## Results and discussion

### The quantity

The dipole polarisability at imaginary frequency, α(iω), is the dipole moment induced per unit electric field when the field varies in time as e^(ωt) instead of oscillating. In atomic units (α in bohr³, ω in hartree) it is a sum over the dipole excitations of the atom,

α(iω) = Σₙ fₙ / (ωₙ² + ω²),

where ωₙ is an excitation energy and fₙ its oscillator strength. The denominators never vanish, so the curve has no resonances: it starts at the static polarisability α₀ and decays smoothly. It was computed here by linear response of a spherical, spin-unpolarised, scalar-relativistic LDA atom, with the induced Hartree and exchange-correlation fields included self-consistently. The base column is the ion Os⁺ (75 electrons, 4f¹⁴5d⁶6s¹). The other two are neutral Eu (63 electrons, 4f⁷6s²) and neutral Gd (64 electrons, 4f⁷5d¹6s²).

Coupled dipole polarisabilities from the radks radial solver with Libxc, for spherical all-electron atoms in the ground configurations that NIST lists. The level is scalar-relativistic Kohn-Sham LDA (Slater exchange, PW92 correlation) without spin polarisation, with open shells spread evenly over spin and m and a Fermi nucleus. The base is Os⁺; Eu and Gd are neutral.

```csv
imaginary frequency (hartree),"polarisability at imaginary frequency, base (bohr³)","polarisability at imaginary frequency, element Eu; charge 0 e (bohr³)","polarisability at imaginary frequency, element Gd; charge 0 e (bohr³)"
0.002664,27.04,163.6,140.2
0.01425,26.99,161.2,138.2
0.03601,26.70,149.5,128.6
0.06967,25.83,121.6,107.9
0.1181,23.91,83.72,79.22
0.1859,20.73,51.12,51.87
0.2803,16.69,30.04,32.00
0.4132,12.60,18.02,19.51
0.6050,9.046,11.24,12.01
0.8920,6.167,7.103,7.408
1.345,3.914,4.310,4.408
2.117,2.228,2.372,2.398
3.588,1.078,1.124,1.130
6.942,0.4105,0.4191,0.4212
17.54,0.1009,0.0939,0.0950
```

All three curves fall from each row to the next. Eu and Gd start 6.05 and 5.18 times above Os⁺ but lose half their response near 0.12 and 0.14 hartree, whereas Os⁺ holds out to about 0.38 hartree. At 1.345 hartree the three values lie within 13% of the smallest. Three rows carry the discussion: 0.06967 hartree, where a pocket rule works, 0.8920 hartree, where it fails, and 17.54 hartree, where the order of the curves has changed.

### A rule with two numbers

The simplest system with such a curve is the Lorentz oscillator, an electron held by a spring of frequency ω₀. Its equation of motion in a field E is x″ = −ω₀²x − E. For E ∝ e^(ωt) the displacement follows the same exponential, so (ω² + ω₀²)x = −E, and the dipole −x gives α = 1/(ω₀² + ω²). With f electrons on equal springs the numerator becomes f, the static value is α₀ = f/ω₀², and

α(iω) ≈ α₀ / (1 + (ω/ω₀)²).

The response has fallen to one half at ω = ω₀. The rule of thumb is to treat the atom as this oscillator, with α₀ taken from the first row and ω₀ set to the frequency ω½ at which the curve halves. The analogy covers the softest group of excitations only. A real atom has springs of many stiffnesses, from valence to 1s, and they are coupled through the fields they induce.

Any row yields a spring frequency by inversion: ω_app = ω / √(α₀/α − 1). For Eu the row nearest the half height is 0.1181 hartree, where 163.6/83.72 − 1 = 0.954 and ω_app = 0.1181/√0.954 = 0.121 hartree. Interpolation between the two rows that bracket the half height gives ω½ = 0.1211 for Eu, 0.1371 for Gd and 0.3791 hartree for Os⁺.

The curve is wanted mostly for dispersion coefficients. The Casimir-Polder integral C₆ = (3/π)∫α² dω and its three-body analogue C₉ = (3/π)∫α³ dω are elementary for one oscillator, since ∫dx/(1+x²)² = π/4 and ∫dx/(1+x²)³ = 3π/16 from zero to infinity:

C₆ = ¾ α₀² ω½ (the London formula), C₉ = (9/16) α₀³ ω½.

### The row at 0.06967 hartree

For Eu, ω/ω½ = 0.06967/0.1211 = 0.575, its square is 0.331, and the rule gives 163.6/1.331 = 122.9 bohr³ against 121.6 in the table, 1.1% high. Gd comes out at 111.4 against 107.9, 3.3% high. This row was used to fix neither α₀ nor ω½. It is still a mild test, because the rule is pinned at the origin and at the half height on either side of it. For Os⁺ it is milder yet: the rule gives 26.16 against 25.83, but the table has dropped by 27.04 − 25.83 = 1.21 from the first row and the rule by only 0.88.

The sign of the error follows from the sum over excitations if the strengths are positive. At small ω the expansion α ≈ α₀ − ω²Σfₙ/ωₙ⁴ gives ω_app² = (Σfₙ/ωₙ²)/(Σfₙ/ωₙ⁴), an average dominated by the lowest excitations. At very large ω, α → N/ω² for N electrons by the Thomas-Reiche-Kuhn sum rule (only approximately so in a scalar-relativistic calculation), and ω_app² → N/α₀. In between the soft terms die first and the stiff ones remain, so ω_app climbs. A fixed ω½ is then too stiff below the half height and too soft above it: the rule overshoots first and undershoots later. The table shows this pattern for all three species on the rows after the first. ω_app rises from 0.117 to 0.420 hartree for Eu and from 0.319 to 1.073 for Os⁺. The one step against the trend, 0.331 for Os⁺ at 0.01425 hartree, rests on the difference between 27.04 and 26.99 and is of the size of the rounding; taking the first row for α₀ instead of the static 27.0425 of the run also pushes it up.

How well the rule does below ω½ depends on how little ω_app drifts there. For Eu it moves from 0.117 to 0.121 up to the row at 0.1181 hartree, so Eu is close to a single oscillator. A pole near 3 eV with strength f = α₀ω½² = 2.40 fits the standard picture of a 6s² atom whose response is mostly 6s→6p, with a smaller share from inner shells; that assignment is argued from the configuration. Gd drifts from 0.118 to 0.135 over the same rows, so its low-lying strength is spread more widely. That its 5d electron adds excitations beside the 6s→6p group is plausible but a guess. Both lanthanides are computed with the 4f⁷ shell spread evenly over both spins, whereas the real ground terms, ⁸S and ⁹D, are high-spin, and details of the low-lying spectrum may reflect that averaging.

### The row at 0.8920 hartree

Here Eu is at more than seven times its ω½. The squared ratio is 54.2, and the rule gives 163.6/55.2 = 2.96 bohr³ against 7.103, which is 58% low. Gd is 56% low and Os⁺, at a smaller multiple of its own ω½, 33% low. This row, too, played no part in fixing the rule.

The product αω² shows what has gone wrong. It equals Σfₙ ω²/(ωₙ² + ω²), a soft count of the oscillator strength lying below ω. One oscillator can never count beyond its own f, which is 2.40 for Eu, 2.64 for Gd and 3.89 for Os⁺. At 0.8920 hartree the table has already reached 5.65, 5.89 and 4.91. For Eu this exceeds the two 6s electrons by so much that inner shells must be responding; the shell structure points to 5p and 4f first.

These effects add, and a second oscillator repairs the row. A sum of two terms a/(1 + (ω/w)²), with four constants per species, was fitted by least squares on relative errors to the twelve rows up to 2.117 hartree, this one among them; higher rows probe still deeper shells and were left out. For Eu the two terms at 0.8920 hartree are 156.18/(1 + (0.8920/0.1187)²) = 2.72 and 6.37/(1 + (0.8920/1.351)²) = 4.44, in sum 7.16 against 7.103. More than half of the response at this frequency thus comes from a term that is about 4% of the static value. The largest error over the fitted rows is 2.9%, for Gd. The constants trade against each other, and the second term stands in for a broad distribution of strength, so neither its position nor its weight belongs to a particular shell.

The range of the two-number rule follows from the rows between these two. Its error relative to the table is at most 5.2% up to 0.4132 hartree for Os⁺ and up to 0.1859 hartree for Eu and Gd, that is up to 1.1, 1.5 and 1.4 times ω½. At the next row all three are 14 to 16% low, and the shortfall grows with every row after that. Errors for each row are in the printed output below.

### The row at 17.54 hartree

At the last row the one-oscillator rule is about 90% low, and the two-term form, outside its fitted range, 52 to 55% low. Each added oscillator extends the range only to a small multiple of its own frequency. The opposite shortcut, N/ω², is no better: αω² has reached 0.41 of N for Os⁺ and 0.46 for Eu and Gd, and the logarithmic slope between the last two rows is −1.5 to −1.6 where the limit is −2. More than half of the strength is still too stiff to follow.

The order of the curves has changed here. Os⁺, lowest on every earlier row, now leads with 0.1009 bohr³ against 0.0939 and 0.0950. Theory requires such a crossing, since the limit favours 75 electrons over 63 and 64, and it is reasonable that it comes late, since the shells of the heavier, charged species are more tightly bound. The one-oscillator curves also cross, but at 0.44 hartree for Os⁺ and Eu, whereas the table places the crossing between 6.942 and 17.54. The Eu-Gd crossing is put at 0.166 hartree, inside the table's interval of 0.1181 to 0.1859, but those are the rows that fixed both values of ω½, so the agreement is largely built in. Gd exceeds Eu by only 0.5 to 1.2% on the last three rows, a gap well above the rounding of the table. It has the sign that the sum-rule limit requires and is still below the 1.6% by which 64 electrons exceed 63; the table does not show which shells set its size on each row.

### Dispersion coefficients

The frequencies of the table are nodes of a Gauss-Legendre quadrature, and the weighted sum of α² over them reproduces the C₆ reported by the same calculations, 225.6 for Os⁺ and 2529 hartree bohr⁶ for Eu, to 0.01%. That check only confirms the bookkeeping; the same sum gives 2094 for Gd and serves as the benchmark.

For Eu the rule gives ¾ × 163.6² × 0.1211 ≈ 2430, about 4% low. Gd is 3.4% low and Os⁺ 7.8% low. A curve that is wrong by half at 0.9 hartree gives so good an integral because α² suppresses the tail, and because the overshoot below ω½ cancels part of the undershoot above it. Frequencies above 1 hartree supply about 1% of C₆ for Eu and Gd. For Os⁺ they supply 7.4%: at 0.8920 hartree it retains 6.167/27.04 = 23% of its static response, Eu only 4%. With α³ the tail matters still less, and C₉ comes out 0.3 to 2.9% high.

For unlike partners A and B the same integral gives C₆ = (3/2) α_A α_B ω_A ω_B/(ω_A + ω_B), which is 7% low for Os⁺ with either lanthanide and 3.6% low for Eu with Gd. The geometric mean of the two benchmark values is an upper bound by the Cauchy-Schwarz inequality. It is 0.3% high for Eu-Gd, whose curves have nearly the same shape, and 11 to 15% high for the pairs with Os⁺. For the ion C₆ is the dispersion part only. Between two such ions the Coulomb repulsion dominates at long range; beside a neutral spherical atom it is the charge-induced dipole term, which falls as R⁻⁴ with the distance R.

### When only α₀ is known

Without the curve, ω½ must be guessed. The Slater-Kirkwood choice sets f to a count n of valence electrons, so that ω₀ = √(n/α₀) and C₆ = ¾ α₀^(3/2) √n. Counting 6s electrons alone leaves C₆ low by 12% for Eu, 16% for Gd and 53% for Os⁺. Counting 6s and 5d changes nothing for Eu, gives 3% high for Gd and 24% high for Os⁺. Neither count serves all three, and the good result for Gd does not recommend the second. For Os⁺ the two counts, 1 and 7, bracket the effective 3.89: much more than the single 6s electron responds below 0.4 hartree, but a compact 5d shell does not count in full.

An estimate from orbital energy differences has a different fault, since it ignores the induced field. The uncoupled static values of the same calculations are 48.81 bohr³ for Os⁺ and 329.9 for Eu, and coupling reduces them by factors of 0.554 and 0.496. The induced Hartree field opposes the applied one, and exchange-correlation gives back a part. For a single oscillator of fixed f, halving α₀ means raising ω₀ by √2, so an orbital gap should fall short of ω½. Screening does not create the gap between the species: the ratio of Eu to Os⁺ is 6.76 uncoupled and 6.05 coupled.

For a neighbouring case the argument runs as follows. An atom with a diffuse s² pair should resemble Eu in having a large α₀ and one oscillator nearly enough for C₆. The value of f transfers less well. The pair alone carries a strength of about two, part of it above the first p level, so an f above two needs a polarisable shell beneath it, like the 5p of Eu; light s² atoms with small cores, such as Be and Mg, should fall below two. Where stiffer excitations hold a larger share of the static response, as the two-term fit suggests for Os⁺, the rule should lose more of C₆. This is an expectation from three species, and Os⁺ differs from the other two in element, charge and the 4f, 5d and 6s occupations at once, so the table does not isolate the effect of charge.

The accuracies above are relative to the calculation. The static value for Eu, 163.7 bohr³, lies 11% below the recommended 184 listed with that run. The missing spin polarisation, the missing spin-orbit coupling and the LDA functional could each contribute, and the numbers do not separate them. Raising α₀ to 184 would lift C₆ by 19% at fixed f or 26% at fixed ω½, several times the 4% that the rule loses. For Os⁺ (⁶D) and Gd (⁹D) the spherical average also removes the dependence of α on the orientation of the atom, so the rule estimates an isotropic value at best.

Numerical output:

```
grid vs Gauss-Legendre max dev 0.020%; missing point 93.8 Eh; alpha rounding floor <=0.05%
Os+: a0=27.04 w0=0.3791 Eh f=a0*w0^2=3.89; <10% up to w=0.4132 (1.09 w0)
  2-pole a1=21.64 w1=0.3047 a2=5.27 w2=1.504 f1=2.01 f2=11.9; max err in fit 1.8%
Eu: a0=163.6 w0=0.1211 Eh f=a0*w0^2=2.40; <10% up to w=0.1859 (1.53 w0)
  2-pole a1=156.18 w1=0.1187 a2=6.37 w2=1.351 f1=2.20 f2=11.6; max err in fit 2.3%
Gd: a0=140.2 w0=0.1371 Eh f=a0*w0^2=2.64; <10% up to w=0.1859 (1.36 w0)
  2-pole a1=130.63 w1=0.1367 a2=6.72 w2=1.281 f1=2.44 f2=11.0; max err in fit 2.9%
w[Eh] | 1-pole err% Os+ Eu Gd | 2-pole err% (* not fitted) | alpha*w^2 | apparent pole [Eh]
0.01425 | +0.0 +0.1 +0.4 | -0.5 -0.5 -1.6 | 0.01 0.03 0.03 | 0.331 0.117 0.118
0.03601 | +0.4 +0.5 +2.0 | -0.3 -0.1 +0.2 | 0.03 0.19 0.17 | 0.319 0.117 0.120
0.06967 | +1.3 +1.1 +3.3 | -0.0 +0.8 +2.3 | 0.13 0.59 0.52 | 0.322 0.119 0.127
0.1181 | +3.1 +0.2 +1.6 | +0.6 +1.3 +2.9 | 0.33 1.17 1.10 | 0.326 0.121 0.135
0.1859 | +5.2 -4.6 -4.7 | +1.1 +0.8 +1.1 | 0.72 1.77 1.79 | 0.337 0.125 0.142
0.2803 | +4.7 -14.3 -15.4 | +0.8 -0.5 -1.5 | 1.31 2.36 2.51 | 0.356 0.133 0.152
0.4132 | -1.9 -28.1 -28.7 | -0.6 -1.5 -2.7 | 2.15 3.08 3.33 | 0.386 0.145 0.166
0.605 | -15.7 -43.9 -42.9 | -1.4 -1.2 -1.4 | 3.31 4.11 4.40 | 0.429 0.164 0.185
0.892 | -32.9 -58.3 -56.3 | -0.1 +0.8 +1.6 | 4.91 5.65 5.89 | 0.485 0.190 0.211
1.345 | -49.2 -69.5 -67.3 | +1.8 +2.3 +2.9 | 7.08 7.80 7.97 | 0.553 0.221 0.242
2.117 | -62.3 -77.5 -75.6 | -0.9 -1.6 -2.2 | 9.99 10.63 10.75 | 0.634 0.257 0.279
3.588* | -72.3 -83.4 -81.9 | -12.5 -14.4 -15.9 | 13.88 14.47 14.55 | 0.731 0.298 0.323
6.942* | -80.4 -88.1 -87.0 | -32.3 -33.6 -35.4 | 19.78 20.20 20.30 | 0.862 0.352 0.381
17.54* | -87.5 -91.7 -91.0 | -55.4 -52.3 -54.1 | 31.04 28.89 29.23 | 1.073 0.420 0.457
worked w=0.06967: Os+ (w/w0)^2=0.034 rule 26.16 table 25.83; Eu (w/w0)^2=0.331 rule 122.94 table 121.6; Gd (w/w0)^2=0.258 rule 111.44 table 107.9
worked w=0.892: Os+ (w/w0)^2=5.536 rule 4.14 table 6.167; Eu (w/w0)^2=54.211 rule 2.96 table 7.103; Gd (w/w0)^2=42.302 rule 3.24 table 7.408
Os+: C6 table 225.6, 1-pole 207.9 (-7.8%), 2-pole -0.2%; C9 table 4109, 1-pole 4216 (+2.6%) a.u.
  counted n=1: w0=0.192, C6 -53.2%, n=7: w0=0.509, C6 +23.7%; C6 share above 1 Eh 7.4%, above 2.2 Eh 1.5%
Eu: C6 table 2528.6, 1-pole 2431.9 (-3.8%), 2-pole +0.4%; C9 table 297652, 1-pole 298397 (+0.3%) a.u.
  counted n=2: w0=0.111, C6 -12.2%; C6 share above 1 Eh 0.8%, above 2.2 Eh 0.1%
Gd: C6 table 2093.9, 1-pole 2021.8 (-3.4%), 2-pole +1.2%; C9 table 206514, 1-pole 212594 (+2.9%) a.u.
  counted n=2: w0=0.119, C6 -15.9%, n=3: w0=0.146, C6 +3.0%; C6 share above 1 Eh 1.0%, above 2.2 Eh 0.2%
Os+: table sum vs run C6 +0.00%, C9 +0.02%; coupled/uncoupled 0.554; row1 vs static -0.01%
Eu: table sum vs run C6 -0.01%, C9 -0.03%; coupled/uncoupled 0.496; row1 vs static -0.03%
Os+-Eu: C6 table 655.3, 1-pole 609.2 (-7.0%), geom.mean +15.2%; cross 1-pole 0.440, table 6.942-17.54 Eh
Os+-Gd: C6 table 617.3, 1-pole 572.7 (-7.2%), geom.mean +11.3%; cross 1-pole 0.495, table 6.942-17.54 Eh
Eu-Gd: C6 table 2294.9, 1-pole 2213.2 (-3.6%), geom.mean +0.3%; cross 1-pole 0.166, table 0.1181-0.1859 Eh
Eu/Os+ first row 6.05, uncoupled 6.76; Gd/Os+ 5.18; Gd vs Eu last 3 rows +0.5% +0.5% +1.2%
last row: alpha*w^2/N Os+ 0.41 Eu 0.46 Gd 0.46; log slope -1.51 -1.61 -1.61 (limit -2)
Eu static vs recommended -11.1%; C6 rescaled: fixed f +19%, fixed w0 +26%
```
